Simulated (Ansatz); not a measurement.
A series in volume scale on Pt

Results calculated with Ansatz 0.2.0, not measured. Free energy against uniform scaling of the volume at fixed shape and fractions; periodic cell, basis, potentials, k mesh and filling as listed.

The cell before it is scaled or strained (space group Fm-3m, No. 225):
```
cell vectors (Å)
   0.0000     1.9674     1.9674
   1.9674     0.0000     1.9674
   1.9674     1.9674     0.0000
atoms (fractions of the cell vectors)
Pt  0.00000  0.00000  0.00000
```

Settings of every row: functional PBEsol; dispersion none; potentials PAW; wave cutoff 470 eV; density cutoff 1880 eV; k mesh 13x13x13; k shift 0x0x0; occupations cold; smearing width 0.1 eV; spin none.

Limits: coarse k mesh, up to 40 meV an atom off; no spin-orbit coupling, which can matter with elements this heavy.

```
row  volume scale  V (Å³/atom)  energy above lowest point (meV/atom)
  1        0.9406       14.326                                  30.1
  2        0.9703       14.778                                   1.4
  3             1        15.23                                     0
  4        1.0297       15.683                                     ?
  5        1.0594       16.135                                  60.9
```

Question: what energy above lowest point should row 4 give?

Worked fit of energy above lowest point. Take u = (V_r/V)^(2/3) − 1 with V_r = 15.004 Å³ an atom, which is twice the finite (Eulerian) strain; such expansions in the strain, on which the Birch-Murnaghan equation of state is built, carry the rest volume and the bulk modulus. The shown rows have u = 0.03131, 0.01017, -0.00992, -0.04729. Least squares give energy above lowest point = −2.32 + 88.1 × u + 30153 × u² meV/atom; a straight line predicts inner rows, each left out in turn, worse (root mean square 29 against 0.59 meV/atom). The rows lie off it by 0.1, -0.3, 0.2, 0.0. Its lowest point lies at u = -0.0015, or V = 15.04 Å³ an atom, and the curvature there gives the bulk modulus at fixed shape and fractions, B = (4/9)(1 + u)² E″(u)/V = 285 GPa. The withheld row has u = -0.02908, so the fit gives −2.32 + 88.1 × (-0.02908) + 30153 × (-0.02908)² = 20.6 meV/atom.

The calculation gave 21.2 meV/atom. The fit lies 0.6 meV/atom (2.8 % of the value, 0.99 % of the column's range) below it; its largest miss of a shown row is 0.3 meV/atom.
